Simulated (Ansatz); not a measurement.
# Electronegativity and the work function of twelve fcc (111) faces with PBE, LDA and r2SCAN, applied to an ultraviolet photocathode

The usual rule of thumb says that the more electronegative a metal is, the higher its work function. We test it on a practical choice, the cathode of a vacuum photodiode that should ignore light of wavelength above 250 nm and respond to light below a threshold no shorter than 220 nm. The metal must also stay free of a native oxide during a short exposure to air at assembly. These limits are our own.

The quantity that decides is the work function Φ of the clean (111) face, the vacuum level outside the slab less the Fermi level. It is calculated with three functionals on the same atoms and compared with compiled single-crystal values for nine of the twelve metals. Since emission goes straight into vacuum, no interface bonding enters the estimate.

## Systems and settings

Ansatz 0.2.0, plane-wave Kohn-Sham DFT with its default PAW datasets at a cutoff of 420 eV for PBE and LDA and 500 eV for r2SCAN. Symmetric 1×1 slabs of 7 layers are cut at the tabulated measured lattice constant with atoms at bulk places and 18 Å of vacuum. In-plane k-spacing 0.15 to 0.16 Å⁻¹ (2π included), Fermi-Dirac smearing of 0.1 eV, dipole correction on. Spin-polarised for Ni from a ferromagnetic start, spin-paired otherwise. Scalar-relativistic, no spin-orbit coupling. The face is (111) throughout. Three functionals are run on the same atoms.

Notes on method and selection:

- Slabs of this thickness leave size errors that can reach a tenth of an eV.
- One face stands for each element; more open faces usually differ.
- The atoms are not relaxed.
- For magnetic slabs, a level is left blank or unlisted where its shift from PBE strays over 0.17 eV from the median shift of all faces, or its moment differs by over 0.45 μB an atom, as a sign of another magnetic state.
- Runs in which the search for lower states was switched off are not listed.
- Work functions and vacuum levels are read from the electrostatic potential (Hartree and local ionic parts), which a warning of a rough exchange-correlation potential in thin density does not concern.
- Runs that did not converge, have known faults or may not be shown are not listed, and runs on Ansatz's PAW sets soft_1 and soft_2 are kept to separate tables.

Columns:

- electronegativity: Pauling electronegativity of the element (tabulated).
- group: group of the periodic table.
- top-layer density (nm⁻²): atoms per nm² in the top layer.
- Φ PBE (eV): work function: vacuum level outside the slab less the Fermi level, PBE.
- Φ LDA (eV): work function: vacuum level outside the slab less the Fermi level, LDA.
- Φ r2SCAN (eV): work function: vacuum level outside the slab less the Fermi level, r2SCAN.

Input lines of one member:

```
kpoints:
  mp_grid: { grid: [16, 16, 1] }
hamiltonian:
  xc: pbe
scf:
  occupations: { method: fermi_dirac, width: 0.1 }
  convergence: { dr2_threshold: 1.0e-09 }
efield:
  axis: 3
  dipole_correction: true
  ramp_position: 0.97
  ramp_width: 0.06
output:
  write_potential: true
  write_density: true
```

Command (options for logging and memory left out): `ansatz run input.yaml --threads 2 --backend cpu`

## Results

| member | electronegativity | group | top-layer density (nm⁻²) | Φ PBE (eV) | Φ LDA (eV) | Φ r2SCAN (eV) | remark |
| --- | --- | --- | --- | --- | --- | --- | --- |
| Sr(111) | 0.95 | 2 | 6.2 | 2.71 | 2.81 | 2.77 | fcc |
| Ca(111) | 1.00 | 2 | 7.4 | 2.99 | 3.09 | 3.07 | fcc |
| Al(111) | 1.61 | 13 | 14.1 | 4.04 | 4.21 | 4.09 | fcc |
| Cu(111) | 1.90 | 11 | 17.7 | 4.82 | 5.17 | 4.85 | fcc |
| Ni(111) | 1.91 | 10 | 18.6 | 5.07 | 5.45 | – | fcc, ferromagnetic |
| Ag(111) | 1.93 | 11 | 13.8 | 4.45 | 4.87 | 4.41 | fcc |
| Pd(111) | 2.20 | 10 | 15.3 | 5.22 | 5.64 | 5.22 | fcc |
| Ir(111) | 2.20 | 9 | 15.7 | 5.50 | 5.87 | 5.55 | fcc |
| Pt(111) | 2.28 | 10 | 15.0 | 5.66 | 6.05 | 5.73 | fcc |
| Rh(111) | 2.28 | 9 | 16.0 | 5.17 | 5.56 | 5.16 | fcc |
| Pb(111) | 2.33 | 14 | 9.4 | 3.68 | 4.00 | 3.70 | fcc |
| Au(111) | 2.54 | 11 | 13.9 | 5.16 | 5.58 | 5.18 | fcc |

Least-squares fits to the whole series, with x = electronegativity; R² and errors in the fitted variable (y, or ln y where the fit is in ln y):

| y | members | fit | R² | rms residual | leave-one-out rms | the same for the mean of the others |
| --- | --- | --- | --- | --- | --- | --- |
| Φ PBE (eV) | 12 | y = 1.521 + 1.566 x | 0.66 | 0.54 | 0.64 | 1.0 |
| Φ LDA (eV) | 12 | y = 1.424 + 1.782 x | 0.70 | 0.57 | 0.67 | 1.1 |

## Mechanism

Over the whole series the PBE work function rises by 1.57 eV per Pauling unit. The fit predicts a left-out metal to 0.64 eV, against 1.0 eV for the mean of the others, so electronegativity carries real information, but coarsely.

Most of that information lies at the low end. From Sr to Al the slope is (4.04 − 2.71) / (1.61 − 0.95) = 2.0 eV per unit, and Φ rises at every step from Sr to Ni. Beyond that the order breaks down. Ni and Ag differ by 0.02 in electronegativity and by 5.07 − 4.45 = 0.62 eV in work function. Pt and Rh share the value 2.28 and differ by 5.66 − 5.17 = 0.49 eV. Au has the highest electronegativity of the series, yet Pd, Ir and Pt lie above it in Φ with all three functionals. Rh is within 0.02 eV of Au, above it with PBE and below it with LDA and r2SCAN.

The rule works as far as it does because both quantities reflect how tightly the outer electrons are held. It is loose because the work function has two parts, Φ = D − μ. Here μ is the Fermi level measured from the mean electrostatic potential inside the metal, and D is the potential step made by electrons spilling out of the surface. Pauling's scale comes from bond energies and contains no surface step. That step tends to be larger where the density of valence electrons is high. The table lists atoms per area, which is not the same thing, since Pb brings four valence electrons per atom and Sr and Ca only two. The three most thinly packed faces, Sr, Ca and Pb, do have the three lowest work functions, but packing does not fix the value: Al, Ag and Au have nearly equal top-layer densities and span 5.16 − 4.04 = 1.12 eV. Between Ag and Au, the relativistic contraction and lowering of the gold 6s shell is the accepted reason for the higher value.

The broad trend survives a change of functional, though the order of Au and Rh does not. LDA gives a similar slope, 1.78 eV per unit. r2SCAN stays within 0.08 eV of PBE for the eleven metals where it is listed, a difference that also contains the change of cutoff. Ni, the only magnetic slab, has no r2SCAN value. Since the selection rule for magnetic slabs leaves out unusual shifts from PBE, the close agreement of the other metals says nothing about Ni.

## Exceptions

Largest departures from the fit to the whole series:

| member | Φ PBE (eV) | fit | computed − fit | in rms residuals |
| --- | --- | --- | --- | --- |
| Pb(111) | 3.68 | 5.17 | −1.49 | 2.7 |
| Pt(111) | 5.66 | 5.09 | +0.57 | 1.0 |
| Ni(111) | 5.07 | 4.51 | +0.56 | 1.0 |
| Ir(111) | 5.50 | 4.97 | +0.53 | 1.0 |

Pb is the one clear exception, 1.49 eV below the line. The three functionals give 3.68 to 4.00 eV, so the choice of functional does not explain it. Nearly half of the gap can be put down to the descriptor: the tabulated 2.33 belongs to tetravalent lead, while the divalent state has roughly 1.9. With that value the line gives 1.521 + 1.566 × 1.9 = 4.50 eV, and the gap shrinks to 0.82 eV. The remainder is not explained here. Part of it may be an error of the calculation, since the comparison with experiment below has no measured value for Pb. The thin packing of the face does not by itself imply a weak surface step, because each lead atom brings four valence electrons.

Pt, Ni and Ir lie 0.53 to 0.57 eV above the line, which is ordinary scatter for this fit. Part of it arises because Pb pulls the line down. Their measured values are higher still, so there is no reason to distrust these three as too high.

## Experiment

| member | quantity | measured | computed | computed − measured | conditions | source |
| --- | --- | --- | --- | --- | --- | --- |
| Al(111) | Φ PBE (eV) | 4.32 | 4.04 | −0.28 | compiled values differ between sources by a tenth of an eV or more; compiled experimental value; Al(111) single-crystal face | [1] |
| Cu(111) | Φ PBE (eV) | 4.9 | 4.82 | −0.08 | compiled values differ between sources by a tenth of an eV or more; compiled experimental value; Cu(111) single-crystal face | [2] |
| Ni(111) | Φ PBE (eV) | 5.36 | 5.07 | −0.29 | compiled values differ between sources by a tenth of an eV or more; compiled experimental value; Ni(111) single-crystal face | [2] |
| Ag(111) | Φ PBE (eV) | 4.53 | 4.45 | −0.08 | compiled values differ between sources by a tenth of an eV or more; compiled experimental value; Ag(111) single-crystal face | [2] |
| Pd(111) | Φ PBE (eV) | 5.67 | 5.22 | −0.45 | compiled values differ between sources by a tenth of an eV or more; compiled experimental value; Pd(111) single-crystal face | [2] |
| Ir(111) | Φ PBE (eV) | 5.78 | 5.50 | −0.28 | compiled values differ between sources by a tenth of an eV or more; compiled experimental value; Ir(111) single-crystal face | [2] |
| Pt(111) | Φ PBE (eV) | 5.91 | 5.66 | −0.25 | compiled values differ between sources by a tenth of an eV or more; compiled experimental value; Pt(111) single-crystal face | [2] |
| Rh(111) | Φ PBE (eV) | 5.46 | 5.17 | −0.29 | compiled values differ between sources by a tenth of an eV or more; compiled experimental value; Rh(111) single-crystal face | [2] |
| Au(111) | Φ PBE (eV) | 5.33 | 5.16 | −0.17 | compiled values differ between sources by a tenth of an eV or more; this face reconstructs in experiment and the slab does not | [1] |

Computed − measured (first source of each member):

- Φ PBE (eV): mean error −0.24, mean absolute error 0.24 over 9 members

Sources:

[1] "Properties of real metallic surfaces: Effects of density functional semilocality and van der Waals nonlocality" (2017, arXiv:1702.08515)  
[2] "Anisotropic work function of elemental crystals" (2019, arXiv:1902.07811)

PBE lies below the measured value for all nine metals compared, by 0.08 eV for Cu and Ag and by up to 0.45 eV for Pd. The order is nevertheless reproduced except for Ni and Au, which change places and are only 0.03 eV apart in the measured column. That Au comes out below Rh, as measured, rests on 0.01 eV in PBE, and the other two functionals reverse it.

On the eight metals that have all three functionals, the mean absolute error is 0.17 eV for LDA, 0.21 eV for r2SCAN and 0.24 eV for PBE. These averages are too close to rank the functionals. They span 0.24 − 0.17 = 0.07 eV, while compiled values differ by a tenth of an eV or more, and r2SCAN was also run at a higher cutoff than the other two. LDA is mostly too high where PBE is too low.

An underestimate of a few tenths of an eV is usual for PBE on transition metals. Slab thickness can add up to a tenth, with either sign, and the missing spin-orbit coupling probably matters less than that.

The Pd value deserves some caution. Palladium readily takes up hydrogen, which raises the work function of this face by roughly 0.2 eV, so traces on the sample would enlarge the apparent error. For Au the measured face is reconstructed and the slab is not, so that comparison is between slightly different surfaces.

## Selection

The threshold wavelength is λ = hc/Φ with hc = 1240 eV nm. The window of 220 to 250 nm therefore means Φ between 1240 / 250 = 4.96 eV and 1240 / 220 = 5.64 eV. PBE is on average 0.24 eV below the measured values, so we add 0.24 eV to each computed value. After this shift the largest remaining miss among the nine compared metals is 0.21 eV, for Pd, and we carry that as the uncertainty. The finalists below are themselves among those nine metals, so their shifted values are not an independent test of the shift.

The oxide condition removes Sr, Ca, Al, Cu, Ni and Pb. Of the remaining six, Ag comes to 4.45 + 0.24 = 4.69 eV, or 1240 / 4.69 = 264 nm, and fails on the long side. Pt at 5.66 + 0.24 = 5.90 eV (1240 / 5.90 = 210 nm) and Ir at 5.50 + 0.24 = 5.74 eV (1240 / 5.74 = 216 nm) fail on the short side, Ir by less than the uncertainty.

Three metals are left: Au at 5.16 + 0.24 = 5.40 eV (1240 / 5.40 = 230 nm), Rh at 5.17 + 0.24 = 5.41 eV (1240 / 5.41 = 229 nm) and Pd at 5.22 + 0.24 = 5.46 eV (1240 / 5.46 = 227 nm). With 0.21 eV either way, Au and Rh stay inside the window, while Pd reaches 5.46 + 0.21 = 5.67 eV and leaves it.

We pick Au, with Rh as runner-up. The calculation does not rank the two, since they differ by 0.01 eV; gold wins on its resistance to oxidation, which matters if the tube is baked.

Electronegativity alone would have misled us. With the same shift, the fit puts Au at 5.50 + 0.24 = 5.74 eV, outside the window, and Pt at 5.09 + 0.24 = 5.33 eV, inside it. The measured values, 5.33 eV for Au and 5.91 eV for Pt, reverse both verdicts.

Contamination would overturn the pick. Hydrocarbons and water from air commonly lower the work function of gold by roughly 0.5 eV or more. That would bring it to about 4.9 eV and move the threshold past 250 nm, so the cathode has to be cleaned after the tube is evacuated.

## Closing remarks

Electronegativity separates the alkaline-earth metals and Al from the transition and noble metals. From about 1.9 upward it does not settle a choice that depends on a few tenths of an eV. This holds for the (111) faces of the twelve metals listed, of which only Sr, Ca and Al lie below 1.9.

Two effects absent from the clean slabs exceed the 0.06 eV that separates our three finalists. A deposited alkali layer lowers Φ by roughly 2 to 3 eV, comparable with the span of the whole table. Chemisorbed oxygen often raises it on late transition metals, by up to roughly 1 eV. Surface preparation can therefore matter more than the choice among these finalists.

[On method and selection: Error sizes named in these notes are rules of thumb and were not measured on these runs. The default PAW datasets of this version of Ansatz are the set soft_2.]

[Logs are printed without paths, hosts, clocks, repeated set-up lines and the standing remarks that a program may print on its own settings, such as how far it seeks lower states.]
